Spin-orbit coupling in the t2g Wannier basis: Re 5d in ReO3

1. Premises and conventions

P1. Crystal. Cubic ReO3, space group Pm-3m, lattice constant a. Re at the origin (site group O_h), O at (a/2,0,0), (0,a/2,0), (0,0,a/2), called O_x, O_y, O_z. Axes along the Re-O bonds. One 5d electron per Re, no magnetic order.

P2. One-electron Hamiltonian H = H0 + H_SO. H0 is scalar-relativistic (mass-velocity and Darwin terms included), real and independent of spin.

P3. H_SO = (ħ/4m²c²) σ·(∇V × p), with V the potential energy of the electron. ∇V is large only near nuclei, where V is nearly spherical. There ∇V = (r/r) dV/dr, r × p = ħL and σ = 2S, so
H_SO = ξ(r) L·S, ξ(r) = (ħ²/2m²c²)(1/r) dV/dr.
L and S are in units of ħ, L = −i r × ∇, and ξ is an energy. For a heavy atom the scalar-relativistic reduction (Koelling and Harmon, 1977) replaces m by M(r) = m + (E − V)/2c². V is attractive and rises outward, so ξ(r) > 0.

P4. Sections 2 to 5 give all five d orbitals one radial function g(r), so that H_SO = ξ L·S with ξ = ∫ g² ξ(r) r² dr. Section 6 drops this premise.

P5. H0 puts t2g at energy 0 and eg at Δ = 10Dq, with Δ > 0 in an octahedron. P projects on t2g ⊗ spin (6 states), Q on eg ⊗ spin (4 states), P + Q = 1 in the d shell.

Angular parts, all with the same norm on the sphere:
X = √3 yz, Y = √3 zx, Z = √3 xy (t2g); u = (2z² − x² − y²)/2, v = (√3/2)(x² − y²) (eg).
Energies are quoted in eV, 1 eV = 1.602×10⁻¹⁹ J, with the main values also in joule.

2. L in the cubic basis

L_x = −i(y∂_z − z∂_y), L_y = −i(z∂_x − x∂_z), L_z = −i(x∂_y − y∂_x). Differentiate the polynomials and use √3(y² − z²) = −√3u − v and √3(z² − x²) = √3u − v:

L_x X = i(√3u + v), L_x Y = −iZ, L_x Z = iY, L_x u = −i√3 X, L_x v = −iX
L_y X = iZ, L_y Y = −i(√3u − v), L_y Z = −iX, L_y u = i√3 Y, L_y v = −iY
L_z X = −iY, L_z Y = iX, L_z Z = −2iv, L_z u = 0, L_z v = 2iZ.

Three blocks follow.

(a) t2g-t2g. Label X, Y, Z by a = x, y, z. The table gives ⟨a|L_k|b⟩ = +i ε_kab; for example ⟨Y|L_z|X⟩ = −i and ε_zyx = −1. For p orbitals L_z x = iy, L_z y = −ix and cyclic, that is ⟨a|l_k|b⟩ = −i ε_kab. Define l_eff ≡ l as this set of 3×3 matrices acting on (X, Y, Z). Then
P L P = −l, [l_x, l_y] = i l_z, l² = 2, l_eff = 1.
The sign cannot be removed by a change of basis. P L P obeys [PL_xP, PL_yP] = [l_x, l_y] = −i PL_zP, the reversed algebra, and commutators survive unitary transformations. Concretely, X + iY = i√3 z(x − iy) has l_z = +1 and true L_z = −1.

(b) eg-eg. L_k u and L_k v lie wholly in t2g, so Q L Q = 0.

(c) t2g-eg. Each t2g orbital has one component of L that takes it into eg, with squared norm 4: 3 + 1 for X and Y, 2² for Z. This completes L² = 6 = 2 + 4.

3. First order

With s ≡ S, P H_SO P = −ξ l·s. Put j = l + s. Since l and s are commuting angular momenta, l·s = [j(j+1) − 2 − 3/4]/2.
j_eff = 3/2: l·s = +1/2, E = −ξ/2, four states (Γ8⁺).
j_eff = 1/2: l·s = −1, E = +ξ, two states (Γ7⁺).
The trace 4(−ξ/2) + 2ξ vanishes, as it must. The splitting is 3ξ/2 with the quartet below, the reverse of a true p shell. Q H_SO Q = 0, so eg is neither split nor shifted at first order.

States. Take |±1⟩ = ∓(X ± iY)/√2, |0⟩ = Z, and Clebsch-Gordan coefficients for 1 ⊗ 1/2:
|3/2, 3/2⟩ = |1,↑⟩ = −(X + iY)↑/√2
|3/2, 1/2⟩ = √(1/3)|1,↓⟩ + √(2/3)|0,↑⟩
|1/2, 1/2⟩ = √(2/3)|1,↓⟩ − √(1/3)|0,↑⟩ = −(X↓ + iY↓ + Z↑)/√3,
and their time-reversed partners. The projectors follow from the two eigenvalues of l·s:
P_3/2 = (2/3)(1 + l·s), P_1/2 = (1 − 2 l·s)/3.

4. The t2g-eg block

Let B = Q (L·S) P. Two quadratic identities fix B†B and BB† without any table.

In the d shell L·S has eigenvalues +1 (j = 5/2) and −3/2 (j = 3/2). Hence (L·S − 1)(L·S + 3/2) = 0, or
(L·S)² = 3/2 − (1/2) L·S.
In t2g, (l·s − 1/2)(l·s + 1) = 0, or (l·s)² = 1/2 − (1/2) l·s.

Project the first identity on t2g, with P L·S P = −l·s:
P (L·S)² P = 3/2 + (1/2) l·s.
Insert 1 = P + Q between the two factors on the left:
P (L·S)² P = (l·s)² + B†B = 1/2 − (1/2) l·s + B†B.
Subtract:
B†B = 1 + l·s = (3/2) P_3/2.
Project the same identity on eg, where Q L·S Q = 0:
BB† = (3/2) Q.

So B annihilates the doublet, and √(2/3) B maps the t2g quartet unitarily on the four eg ⊗ spin states. In the double group eg ⊗ spin is Γ8⁺, so only the Γ8⁺ part of t2g has a partner.

Explicit test. With s_x↑ = ↓/2 and s_y↑ = i↓/2,
B|3/2, 3/2⟩ = −(1/√2)[ i(√3u + v)/2 + i(−i)(√3u − v)(i/2) ]↓ = −i√(3/2) u↓.
The squared modulus is 3/2. For the doublet, with s_x↓ = ↑/2 and s_y↓ = −i↑/2, the bracket is [ i(√3u + v)/2 − i(√3u − v)/2 − iv ]↑ = 0.
Sum rule: Tr (L·S)² = 6(1) + 4(9/4) = 15 over the d shell. The t2g block supplies 2(1) + 4(1/4) = 3, the off-diagonal blocks 2·4·(3/2) = 12.

5. Second order and the exact levels

Write the off-diagonal block as ξ′B; under P4, ξ′ = ξ. For each quartet state |q⟩ define |e_q⟩ = √(2/3) B|q⟩. The four |e_q⟩ are orthonormal by section 4. Then H|q⟩ = −(ξ/2)|q⟩ + √(3/2) ξ′|e_q⟩ and H|e_q⟩ = Δ|e_q⟩ + √(3/2) ξ′|q⟩. The 10×10 problem falls into the doublet at +ξ, which is exact to all orders within the d shell, and four identical blocks

[ −ξ/2 , √(3/2) ξ′ ; √(3/2) ξ′ , Δ ].

Their eigenvalues are
E± = (Δ − ξ/2)/2 ± √[ (Δ + ξ/2)²/4 + 3ξ′²/2 ].
The eg weight of the lower level is ∂E−/∂Δ (Hellmann-Feynman):
w_e = (1/2){ 1 − (Δ + ξ/2)/√[(Δ + ξ/2)² + 6ξ′²] }.
Limit Δ = 0, ξ′ = ξ: the root is √(1/16 + 3/2) ξ = 5ξ/4, so E− = −3ξ/2 and E+ = ξ. The quartet at ξ joins the doublet in the sextet d5/2, and E− is d3/2. The free-ion spectrum is recovered.

Expansion for ξ′ = ξ. With Δ′ = Δ + ξ/2 and V² = 3ξ²/2, E− = −ξ/2 − V²/Δ′ + V⁴/Δ′³ − …, and 1/Δ′ = (1/Δ)(1 − ξ/2Δ + ξ²/4Δ² − …). Collect powers:
E− = −ξ/2 − 3ξ²/(2Δ) + 3ξ³/(4Δ²) + 15ξ⁴/(8Δ³) + …
The last coefficient is 9/4 − 3/8. The trace gives E+ = Δ + 3ξ²/(2Δ) − …: eg stays a quartet and moves up by as much as the t2g quartet moves down beyond −ξ/2. The series ends at the branch points (Δ + ξ/2)² + 6ξ² = 0, that is ξ = −Δ/(1/2 ± i√6), of modulus 2Δ/5. It converges for ξ < 2Δ/5.

Folded form. Löwdin partitioning to second order gives, inside t2g,
H_eff = −ξ l·s − (ξ′²/Δ) B†B = −(ξ + ξ′²/Δ) l·s − ξ′²/Δ.
The eg admixture therefore looks like a larger constant, ξ_eff = ξ + ξ′²/Δ, plus a rigid shift. On the doublet the two corrections cancel; on the quartet they add to −3ξ′²/(2Δ). A six-band fit to fully relativistic levels returns ξ_eff and cannot separate it from ξ.

6. Wannier orbitals: what symmetry fixes

Let w_X, w_Y, w_Z be real Wannier functions of the scalar-relativistic t2g bands, centred on Re and transforming as T2g; w_u, w_v likewise for eg. They have tails on O and are no eigenfunctions of L². Write H_SO = Σ_k O_k s_k. H_SO is invariant under O_h and s is an axial vector, so O is an axial vector operator, T1g. It is Hermitian and purely imaginary.

On one site, the number of independent constants in ⟨Γ|O|Γ′⟩ is the multiplicity of T1 in Γ ⊗ Γ′ (Wigner-Eckart theorem; parity is satisfied, all representations being even). Classes of O: E, 8C3, 3C2, 6C4, 6C2′. Characters: E (2, −1, 2, 0, 0), T1 (3, 0, −1, 1, −1), T2 (3, 0, −1, −1, 1).
T2 ⊗ T2: (27 − 3 + 6 − 6)/24 = 1
E ⊗ E: (12 − 12)/24 = 0
E ⊗ T2: (18 + 6)/24 = 1.
The atomic matrices of section 2 are one non-zero solution in the first and third case, so every on-site block is a multiple of them:
H_SO(on site) = −ξ_W l·s + ξ′_W (B + B†), with no eg-eg term.
The multiples are real, because O and L are both imaginary between real functions. Sections 3 to 5 hold with two independent constants. Different radial functions for t2g and eg, non-spherical parts of V and ligand tails change ξ_W and ξ′_W only.

Symmetry does not make H_SO on-site. In the Bloch basis of the w_a it is a matrix in k, and the on-site block is its average over the Brillouin zone. The form −ξ(k) l·s with one constant and a threefold H0 level is forced only where the group of k is O_h: at Γ = (0,0,0) and R = (π,π,π)/a.

Parity at these points. Inversion through Re sends O at +a/2 on an axis to −a/2, one lattice vector away, and reverses p. At Γ the Bloch phase between the two is +1, so all O 2p Bloch sums are odd and cannot mix with d. At R the phase is −1, so they are even (A1g + Eg from σ, T1g + T2g from π). The t2g level at Γ holds no O 2p; the eg level at Γ mixes with O 2s only. The operator O connects T2g to A2g, Eg, T1g and T2g, so within the valence basis (Re 5d, 6s, 6p; O 2s, 2p) the partners of t2g at Γ are eg and its O 2s counterpart, which lies far below and carries little d weight. Γ is where sections 3 to 5 apply most directly.

7. Covalency: a pdπ model for ξ(k)

Orthonormal basis: Re t2g at energy 0, O pπ at −Δ_pd, nearest-neighbour hopping of magnitude V_π, no O-O hopping. Let s_α = sin(k_α a/2). Orbital Z couples to p_y on O_x and p_x on O_y. The two neighbours on an axis enter with opposite sign, so the Bloch elements are 2iV_π s_x and 2iV_π s_y; the factor i is absorbed in all p Bloch sums alike. Only the combination π_Z = (s_x p_y(O_x) + s_y p_x(O_y))/√s, s = s_x² + s_y², couples, with strength T = 2V_π√s. The matrix [0, T; T, −Δ_pd] has an antibonding root D ≥ 0:
D(D + Δ_pd) = 4V_π² s.
Its eigenvector is c_Z Z + b_Z π_Z with b/c = D/T in magnitude, so b²/c² = D/(D + Δ_pd) and
c² = (D + Δ_pd)/(2D + Δ_pd) = (1/2)[1 + Δ_pd/√(Δ_pd² + 16V_π² s)], b² = 1 − c².
X and Y follow by cyclic permutation; the three bands do not mix in H0. The gauge c > 0 is smooth and periodic and defines the Wannier functions. D = 0 at Γ; at R, s = 2 and D = W, the band width, so V_π² = W(W + Δ_pd)/8.

Take H_SO = ξ_d L·S on Re plus ξ_p L·S on each O. Between Z and X only the y component acts. On Re, ⟨Z|L_y|X⟩ = i. The two states share O_y, where Z uses p_x and X uses p_z, each with amplitude proportional to s_y, and ⟨p_x|L_y|p_z⟩ = i. The signs agree, b_Z and b_X having one sign. Thus H_SO(k) = −Σ_α ξ_α(k) l_α s_α^spin with
ξ_y(k) = ξ_d c_Z c_X + ξ_p b_Z b_X s_y² / √[(s_x² + s_y²)(s_y² + s_z²)], and cyclic.
Special cases:
Γ: ξ = ξ_d.
R: ξ_R = c² ξ_d + b² ξ_p/2, c² = (W + Δ_pd)/(2W + Δ_pd).
On site: ξ_W = ξ_d ⟨c_Z c_X⟩ + O part, the average taken over the zone. The geometric factor is at most 1 and b² is largest at R, so the O part lies between 0 and ξ_p b²(R).
Since ξ(Γ) is the sum of all real-space terms, ξ_d − ξ_W is the sum of the spin-orbit hoppings that a purely on-site model omits.

8. Away from Γ: the line Γ-X

For k = (k,0,0): X keeps D = 0 and c = 1, while Y and Z rise together by D(k), with s = sin²(ka/2). Quantise along x. X is the state with l_x = 0, so
H(k) = D l_x² − ξ∥ l_x s_x^spin − ξ⊥ (l_y s_y^spin + l_z s_z^spin),
ξ∥ = c² ξ_d + b² ξ_p, ξ⊥ = c ξ_d.
The projection m_j on x is conserved, and ±m_j are degenerate (inversion with time reversal, Kramers).
m_j = 3/2: the single state |1,↑⟩, E_a = D − ξ∥/2.
m_j = 1/2: basis |1,↓⟩, |0,↑⟩. The transverse part is (l₊s₋ + l₋s₊)/2 with element √2/2, so the block is [ A , −ξ⊥/√2 ; −ξ⊥/√2 , 0 ], A = D + ξ∥/2, and
E_b± = A/2 ± √(A²/4 + ξ⊥²/2).
The upper eigenvector is (cos θ, −sin θ) with tan 2θ = √2 ξ⊥/A. The j_eff = 1/2 state is (√2, −1)/√3, angle θ0 with tan θ0 = 1/√2. The doublet weight of the upper band is cos²(θ0 − θ). It is 1 at Γ and tends to cos²θ0 = 2/3 for D ≫ ξ, which is the value for the product state |1,↓⟩. In that limit the Y, Z pair is split by ξ∥ and X is shifted only at second order, by −ξ⊥²/2A. At a general k all three D differ, the diagonal elements of l vanish, and H_SO acts at second order once the differences exceed ξ.

9. Range of validity

(i) Cubic site symmetry. A tetragonal strain acts like D l_x² in section 8; the j_eff labels need |D| ≪ 3ξ/2. Rotations of the octahedra, which ReO3 shows under pressure, move the t2g frame from site to site and lower the site group.
(ii) The term −3ξ′²/(2Δ) needs ξ ≪ Δ. Its leading relative correction is −ξ/2Δ; the series fails at ξ = 2Δ/5; the closed form E− holds for any ratio within the d shell.
(iii) One value of Δ exists at Γ, one at R, and one on site. In between, the folded term has the denominator E_eg(k) − E_t2g(k) and becomes k-dependent. On-site levels are no band energies; for isolated bands they are zone averages in a fixed basis. Where t2g and eg bands overlap in energy, as the top of t2g at R and the bottom of eg at Γ can, the folding still holds at each k if the direct gap is large against ξ.
(iv) j_eff classifies Bloch states at Γ and R. It classifies whole bands only if the hopping that mixes doublet and quartet is small against 3ξ/2.
(v) States outside the antibonding d bands are left out. Away from Γ the bonding bands carry d weight and couple through ξ_d c b. The difference between the d3/2 and d5/2 radial functions is also dropped; a fit absorbs it in ξ and ξ′.
(vi) One-electron picture. For localised d¹ the levels are the many-body levels, for low-spin d⁵ the hole sits in the doublet, and for other fillings the Coulomb and Hund terms enter on equal footing.
(vii) For eightfold cubic or tetrahedral coordination eg lies below t2g, Δ < 0. The algebra is unchanged and the mixing raises the t2g quartet by 3ξ′²/(2|Δ|).

10. Numbers for a model of ReO3

Inputs, all typical or approximate: ξ_d = 0.40 eV (6.4×10⁻²⁰ J), Δ at Γ = 4.0 eV (6.4×10⁻¹⁹ J), W = 4.0 eV, Δ_pd = 3.0 eV (4.8×10⁻¹⁹ J), ξ_p = 0.02 eV, a = 0.375 nm. They were chosen to reproduce the typical gross band picture of ReO3 and a typical size of 5d coupling, so the results are the model's and test nothing. Third decimals serve only to compare orders of perturbation theory.

Γ point, ξ = ξ′ = ξ_d, ξ/Δ = 0.10:
First order: doublet +0.40 eV, quartet −0.20 eV, splitting 0.60 eV.
Second order: 3ξ²/(2Δ) = 0.060 eV. Third order gives back 0.003 eV.
Closed form: E− = 1.900 − 2.156 = −0.256 eV and E+ = 4.056 eV. The lowering is 0.056 eV (9.0×10⁻²¹ J), 9 per cent of the first-order splitting. The eg weight of the quartet is 1.3 per cent.
Γ7⁺ − Γ8⁺ = 0.66 eV (1.05×10⁻¹⁹ J), equivalent to ξ_eff = 0.44 eV.
Sensitivity: the lowering is 0.073 eV for Δ = 3.0 eV and 0.046 eV for Δ = 5.0 eV. If O 2s admixture cuts ξ′ to 0.9 ξ (an assumed figure), it is 0.046 eV at Δ = 4.0 eV. The second decimal of the splitting is thus uncertain by one or two units even at fixed ξ_d.

Covalency: V_π² = 3.5 eV², V_π = 1.87 eV.
R point: c² = 7/11 = 0.636, b² = 0.364, ξ_R = 0.255 + 0.004 = 0.26 eV, first-order splitting 0.39 eV. The omitted coupling of the doublet to the bonding t2g level, 2W + Δ_pd = 11 eV below, is about ξ_d² c² b²/(11 eV) = 0.003 eV. The eg terms at R are not contained in the π model.
On site: ⟨c_Z c_X⟩ = 0.71 on a shifted 8×8×8 mesh, the same to these digits on 16×16×16. The Re part of ξ_W is 0.28 eV, the O part at most 0.007 eV. The on-site splitting from the Re part is 0.42 eV, against 0.60 eV at Γ at the same order. The omitted spin-orbit hoppings add up to about 0.12 eV in ξ, twice the eg lowering of the quartet. A model with one on-site constant has to choose which region of k it describes.

Fermi level without H_SO. Each of the six spin-orbitals is filled to 1/6 = 0.167. The fraction of the zone with s_x² + s_y² below s is f(s) = (2/π²) ∫ arcsin√(s − sin²(κ/2)) dκ, κ from 0 to 2 arcsin√s. D = 1.4 eV means s = 0.440 and f = 0.159; D = 1.5 eV means s = 0.482 and f = 0.177. The Fermi level lies between, well above both Γ levels.

Γ-X. D reaches 3ξ_d/2 = 0.60 eV at s = 0.154, ka = 0.81, k = 2.2×10⁹ m⁻¹, a fraction 0.26 of the way to X. Near the Fermi crossing, D = 1.4 eV at a fraction 0.46: c² = 0.759, ξ∥ = 0.308 eV, ξ⊥ = 0.348 eV, and
E_b− = −0.04 eV, E_a = 1.25 eV, E_b+ = 1.59 eV.
The two light bands are split by 0.35 eV, close to ξ∥, and the doublet weight of the upper one is 0.80, nearer to 2/3 than to 1. The eg term, omitted here, is 0.056 eV for the quartet at Γ and rivals the shift of the heavy band, so E_b− is fixed only as a small negative number. With 3ξ_d/2W = 0.15 the model's ReO3 is a t2g metal whose orbital degeneracies are lifted by H_SO; the j_eff scheme labels its levels at Γ and R and does not describe its Fermi surface.

Beside it, cubic SrTiO3, a high-permittivity dielectric with the same BO3 frame and an empty Ti 3d t2g band whose minimum is at Γ. The parity argument carries over; Sr 4d admixture is neglected. Approximate inputs: ξ = 0.020 eV, chosen to give the typical Γ splitting of about 30 meV, and Δ = 2.0 eV. The model gives 3ξ/2 = 30 meV (4.8×10⁻²¹ J) and an eg lowering of 0.3 meV, 1 per cent of the splitting, since the ratio of the two is ξ/Δ. The splitting is comparable to k_BT = 25.9 meV at 300 K, so dilute conduction electrons at that temperature occupy both the quartet and the doublet.